## Forcing a moment on CoGe

A magnet chooses its own moment, but a calculation can impose another one and ask what it costs. The table does this for a model phase of CoGe. Its two edges are nearly equal and each atom has eight unlike neighbours, so it is close to the CsCl structure; real CoGe has a different, monoclinic one. What does it take to force 3 μB on this cell, how hard does the cell then push outwards, and where does the moment sit?

CoGe in the CuAu (L1_0) structure, two atoms per cell, a = 2.862 Å, c = 2.892 Å, with cell and atoms fixed. Ansatz 0.2.0, PBEsol, plane-wave PAW, scalar-relativistic, collinear spin, cutoff 420 eV, 14×14×14 k mesh, Gaussian smearing of 0.1 eV. Energies are extrapolated to zero smearing; pressure is positive in compression.

| held cell moment (μB) | energy above lowest (meV/atom) | pressure (GPa) | largest site moment (μB) |
| --- | --- | --- | --- |
| 0 | 17.5 | 0.01 | 0.00 |
| 0.38 | 8.2 | 0.63 | 0.41 |
| 0.75 | 0.0 | 2.31 | 0.75 |
| 1.12 | 37.3 | 4.85 | 1.03 |
| 1.5 | 164.4 | 10.19 | 1.32 |
| 1.88 | 335.0 | 16.45 | 1.60 |
| 2.25 | 553.3 | 23.16 | 1.84 |
| 2.62 | 827.3 | 29.14 | 2.07 |
| 3 | ? | ? | ? |

The held cell moment is the surplus of up-spin over down-spin electrons, counted in μB. It rises from 0 to 3 in eight steps of 0.37 or 0.38 μB. The printed analysis treats them as equal, 0.375 μB each, which changes its slopes by about 1 % and shifts its fitted curves a little. The largest site moment is the part assigned to the atom that carries most of it. That atom isn't named, but it is presumably Co.

### The limit of a small moment

Start from the nonmagnetic cell and turn one electron from down to up. It has to leave a filled down level for an empty up level, which costs band energy. In return, electrons of like spin avoid each other better, which gains exchange energy. Where many levels crowd around the Fermi energy the first cost is small and exchange wins; this is the Stoner criterion for ferromagnetism. Here exchange does win: the energy falls by 17.5 meV/atom between zero moment and 0.75 μB. Functionals of this kind often overstate such weak magnetism, and the PAW datasets used here were made for PBE, not PBEsol, so the depth deserves caution.

Reversing all spins can't change the energy, so for a small moment M it may contain only even powers: a constant, M² and M⁴. This is the Landau expansion. Drawn through the three lowest-moment rows, it puts the minimum near 0.7 μB. Carried further it soon goes wrong: at 1.5 μB it overshoots the calculated 164 meV/atom by more than half. At 3 μB it would ask for about 6 eV/atom. An expansion about zero moment knows only the levels near the original Fermi energy, while a large moment draws on levels far from it.

### What the slope measures

When the moment is held, each spin has its own Fermi level. Turning one electron over raises M by two and costs the splitting Δ between the up and the down level. Hence

dE/dM = Δ/2.

Take the step from 2.25 to 2.62 μB. The energy rises by 274 meV/atom, or 548 meV for the two atoms of the cell. Divided by the step of 0.37 μB this is a slope of about 1.5 eV/μB, so the two Fermi levels stand about 3 eV apart in the middle of the step.

How fast Δ grows tells how scarce the levels are. In the Stoner picture

dΔ/dM = ½(1/N↑ + 1/N↓) − I,

where N↑ and N↓ are the numbers of levels per eV at the two Fermi levels and I is the strength of exchange. Few levels mean that the Fermi levels must move far to make room for one more electron. The moment is then expensive to change.

The energies show an uneven growth. In each of the first two steps the splitting averages about −0.1 eV; the minus sign means that turning a spin still gains energy. Around 1.1 μB it grows by about 2.5 eV/μB, the fastest in the known rows, and then the rate drops to 1.2 and creeps up to 1.6. By the Stoner argument, at least one spin runs through a valley in its density of levels near 1.1 μB.

A count of electrons suggests which spin. Co brings nine valence electrons and Ge four, so at 1 μB the cell holds seven up and six down. Six electrons per spin is where related compounds of this structure have such a valley. The smearing term in the energy offers a check, because it measures how many levels of both spins lie close to their Fermi levels. It falls from 0.015 eV at zero moment to 0.003 eV at 1.12 μB, and is back at 0.009 eV at 1.5 μB. With so small a sum, both spins must have few levels at 1.12 μB, the down spin included. Which spin then leaves the valley isn't resolved, but from the count it is expected to be the down spin.

### The limit of a large moment

The d shell of Co has room for five electrons of each spin. As the up half fills, further up electrons must go into the broad s and p bands, where levels are sparse and spread over both atoms. This argument leads to two expectations: the energy curve keeps stiffening, and less of each added moment lands on Co. The known rows agree with both above 1.1 μB. They don't prove the cause, because the moment isn't resolved into s, p and d parts.

The forecast for the energy therefore uses only the five known rows above 1.1 μB, past the valley. The even form is kept, now as a local description whose constants have no meaning of their own. With M = 3 it gives

E = −119.1 + 120.5 × 9 + 2.442 × 81 ≈ 1163 meV/atom.

**Energy: 1163 ± 30 meV/atom, the steepest step of the scan.** The step should exceed the previous one by about 60 meV/atom, and the bar allows this stiffening to be wrong by half. Another valley, or a crowd of levels, could do that.

The pressure follows from the same band cost. Expansion narrows the bands and makes turned spins cheaper, so a cell with a large moment pushes outwards. If the cost grows as M², so does the pressure, and the known magnetic rows follow this law roughly. Extended to 3 μB it gives 39 GPa. But the last known step in pressure is smaller than the one before, and the even form fitted to the five upper rows follows that bend.

**Pressure: 34.1 ± 2 GPa, still rising but by less than in the last step.**

For the site moment a parabola through the same five rows continues the lag behind the total.

**Largest site moment: 2.27 ± 0.06 μB, rising by less than in the last step.**

All three bars are judgements, not statistical errors.

### The computed row

The withheld rows as computed:

| held cell moment (μB) | energy above lowest (meV/atom) | pressure (GPa) | largest site moment (μB) |
| --- | --- | --- | --- |
| 3 | 1164.0 | 35.69 | 2.28 |

The energy misses by less than 1 meV/atom. So close a hit is partly luck: the fit took the steps as equal, and near 2.6 μB a shift of 0.005 μB in the moment is already worth about 4 meV/atom. Extrapolation enlarges such shifts, so a fit to the held moments themselves is expected to miss by more, though still within the bar. It is indeed the steepest step, and the splitting of the Fermi levels averages about 3.5 eV over it. The bar was there for a new feature in the density of levels, and none strong enough to break it appeared. The hit shows that the curve continues without a sharp turn; it doesn't test the valley near 1.1 μB, which lies at the lower edge of the fitted rows.

The site moment is also met, within 0.01 μB. Of the 0.38 μB added in the last step, only 0.21 μB lands on the site with the largest moment. At 3 μB about a quarter of the total lies outside it. The table doesn't say how that quarter is shared between Ge and the space between the atoms. At 1.88 μB, where the full output is at hand, 0.17 of the 0.28 μB outside sits on the other atom.

The pressure is a different matter. The value of 35.7 GPa lies inside the bar, but the forecast of a smaller step was wrong: the pressure rises by 6.6 GPa after 6.0 in the step before. The small step up to 2.62 μB was thus an irregularity, and the fitted curve took it for the start of a lasting bend. The table offers no cause for it. In the rows whose full output is at hand the program warns of a loose convergence threshold for the stress, so numerical error may play a part. The pure M² law errs further, by 3.4 GPa on the high side. From 1.88 μB on, the pressure divided by M² falls in every step, so the flattening against that law is real in these results.

The pressure also qualifies the energy. All these energies belong to one fixed volume, and that volume suits the nonmagnetic cell, whose pressure is almost zero. At 3 μB the cell is strongly compressed for its moment, so part of the 1164 meV/atom would be given back if it could expand. Even the moment at the minimum could shift a little.

The price of a moment is thus set by the levels that the turned electrons meet on their way. Where levels are dense, exchange can pay for the turn and the cell magnetises by itself; where they are sparse, the energy climbs steeply. A curve drawn from small moments can't foresee a valley further out, while one drawn from the rows just below served well here for the energy of the next step, though less well for its pressure. The printed analysis below gives the splittings and all three fits.

The analysis program printed:

```
Steps of the curve (each row is the step that ends there):
   row  middle of step (muB)  Fermi-level splitting up minus down (eV)  growth of splitting since last step (eV/muB)  cell moment less largest site moment (muB)
   0.0                   n/a                                       n/a                                           n/a                                           0
  0.38                0.1875                                   -0.0992                                           n/a                                      -0.035
  0.75                0.5625                                  -0.08747                                       0.03129                                           0
  1.12                0.9375                                    0.3979                                         1.294                                       0.095
   1.5                 1.312                                     1.356                                         2.554                                        0.18
  1.88                 1.688                                      1.82                                         1.237                                       0.275
  2.25                 2.062                                     2.329                                         1.357                                        0.41
  2.62                 2.438                                     2.923                                         1.584                                       0.555
   3.0                 2.812                                     3.591                                         1.783                                        0.72
Landau curve of the three lowest rows, its minimum (muB): 0.6846
Landau curve of the three lowest rows, energy at 1.5 muB (meV/atom): 262.7
Landau curve of the three lowest rows, energy at 3 muB (meV/atom): 6042
fit of E on 5 rows (m > 1.1): constant -119.1 +/- 0.52, coefficient of m**2 120.5 +/- 0.3, coefficient of m**4 2.442 +/- 0.036; rms 0.166, worst 2.25 0.26, leave-one-out rms 0.671
  rows outside the fit (model, value, miss): 0.0 -119.1, 17.5, -137; 0.38 -102.1, 8.2, -110; 0.75 -50.52, 0, -50.5; 3.0 1163, 1164, -0.73
fit of P on 5 rows (m > 1.1): constant -2.943 +/- 0.21, coefficient of m**2 6.445 +/- 0.12, coefficient of m**4 -0.2588 +/- 0.015; rms 0.0686, worst 2.25 -0.109, leave-one-out rms 0.323
  rows outside the fit (model, value, miss): 0.0 -2.943, 0.01, -2.95; 0.38 -2.042, 0.63, -2.67; 0.75 0.6003, 2.31, -1.71; 3.0 34.1, 35.69, -1.59
fit of S on 5 rows (m > 1.1): constant 0.009143 +/- 0.032, coefficient of m 0.9981 +/- 0.036, coefficient of m**2 -0.08127 +/- 0.0096; rms 0.00321, worst 1.88 -0.00514, leave-one-out rms 0.00738
  rows outside the fit (model, value, miss): 0.0 0.009143, 0, 0.00914; 0.38 0.372, 0.41, -0.038; 0.75 0.712, 0.75, -0.038; 3.0 2.272, 2.28, -0.008
stated error bar of the energy forecast (meV/atom): 30
stated error bar of the pressure forecast (GPa): 2
stated error bar of the site moment forecast (muB): 0.06
pressure at 3 muB from a pure square law (GPa): 39.12
```
